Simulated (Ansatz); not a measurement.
# A series in smearing width on Rh

Plane-wave density functional theory, scalar-relativistic PAW datasets made under PBE, Gamma-centred meshes; one setting moves on a fixed relaxed cell, energies count from the zero-width extrapolation of the reference run, pressure is Pulay-corrected at fixed cutoff and positive in compression. The results are calculated, by Ansatz 0.2.0.

Structure of every row (space group Fm-3m, No. 225):
```
cell vectors (Å)
   0.0000     1.9008     1.9008
   1.9008     0.0000     1.9008
   1.9008     1.9008     0.0000
atoms (fractions of the cell vectors)
Rh  0.00000  0.00000  0.00000
```

Settings of every row: spin polarised no; functional r2SCAN; wave cutoff 500 eV; k mesh 14x14x14; smearing method gaussian; reference k mesh 14x14x14; reference smearing width 0.1 eV; reference wave cutoff 500 eV; reference smearing method fermi_dirac; swept setting smearing; valence electrons per atom 17.

Atom starting moment: 0 on all atoms.

Limits: settings are moved on purpose, so some rows are far from converged.

```
row  smearing width (eV)  free energy error per atom (meV)  zero smearing energy error per atom (meV)  pressure (GPa)
  1                 0.01                                 ?                                          ?               ?
  2                 0.03                             -0.35                                      -0.11           -0.38
  3                  0.1                             -3.58                                      -0.33           -0.32
  4                  0.2                            -12.29                                      -0.86           -0.18
  5                  0.3                            -27.27                                        0.8            0.16
```

Question: what free energy error per atom should row 1 give?

Worked fit of free energy error per atom. Smearing changes a smooth quantity, to lowest order, with the square of the width, so take w² in eV². The shown rows have w² = 0.0009, 0.01, 0.04, 0.09. Their means are 0.035225 and -10.872 meV; the sums about the means are S_tt = 0.004838 and S_ty = -1.45, whose ratio is the slope. Least squares give free energy error per atom = −0.314 − 299.75 × w² meV. The rows lie off it by 0.23, -0.27, 0.01, 0.02 (root mean square 0.18 meV). The constant, -0.314 meV, estimates the value at zero width. The withheld row has w² = 0.0001, so the fit gives −0.314 − 299.75 × (0.0001) = -0.34 meV.

The calculation gave -0.24 meV. The fit lies 0.10 meV (42 % of the value, 0.37 % of the column's range) below it; its largest miss of a shown row is 0.27 meV. This row lies beyond the range of the fit.

The other values of row 1: zero smearing energy error per atom -0.24 meV; pressure -0.39 GPa.
